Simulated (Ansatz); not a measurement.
## A series in volume scale on RhCl2

All results are calculated (Ansatz 0.2.0). Free energy against uniform scaling of the volume at fixed shape and fractions; periodic cell, basis, potentials, k mesh and filling as listed.

The cell before it is scaled or strained (space group P4_2/mnm, No. 136):
```
CELL_PARAMETERS angstrom
5.70890 0.00000 0.00000
0.00000 5.70890 0.00000
0.00000 0.00000 3.74080
ATOMIC_POSITIONS crystal
Rh 0.00000 0.00000 0.00000
Rh 0.50000 0.50000 0.50000
Cl 0.30262 0.30262 0.00000
Cl 0.69738 0.69738 0.00000
Cl 0.19738 0.80262 0.50000
Cl 0.80262 0.19738 0.50000
```

Settings of every row: functional PBE; dispersion none; potentials PAW; wave cutoff 500 eV; density cutoff 2000 eV; k mesh 4x4x6; k shift 0x0x0; occupations methfessel paxton; smearing width 0.15 eV; spin none.

Limits: coarse k mesh, up to 40 meV an atom off; spin left out beside an open d shell; the cell comes from a prototype or a list of computed structures and needn't be the stable phase.

| row | volume scale | V (Å³/atom) | energy above lowest point (meV/atom) |
| --- | --- | --- | --- |
| 1 | 0.9406 | 19.113 | 9.1 |
| 2 | 0.9703 | 19.716 | 0 |
| 3 | 1 | 20.32 | ? |
| 4 | 1.0297 | 20.923 | 10.1 |
| 5 | 1.0594 | 21.527 | 26.2 |

Question: what energy above lowest point should row 3 give?

Worked fit of energy above lowest point. Take u = (V_r/V)^(2/3) − 1 with V_r = 20.319 Å³ an atom, which is twice the finite (Eulerian) strain; such expansions in the strain, on which the Birch-Murnaghan equation of state is built, carry the rest volume and the bulk modulus. The shown rows have u = 0.04164, 0.02029, -0.01934, -0.03777. Least squares give energy above lowest point = 0.87 − 259.2 × u + 10940 × u² meV/atom; a straight line predicts inner rows, each left out in turn, worse (root mean square 10 against 0.3 meV/atom). The rows lie off it by 0.1, -0.1, 0.1, -0.1. Its lowest point lies at u = 0.0118, or V = 19.96 Å³ an atom, and the curvature there gives the bulk modulus at fixed shape and fractions, B = (4/9)(1 + u)² E″(u)/V = 79.9 GPa. Letting shape and atoms relax would as a rule lower it, by much in layered, chain or molecular crystals. The withheld row has u = -3e-05, so the fit gives 0.87 − 259.2 × (-3e-05) + 10940 × (-3e-05)² = 0.9 meV/atom.

The calculation gave 0.9 meV/atom. The fit meets it to the printed digit.
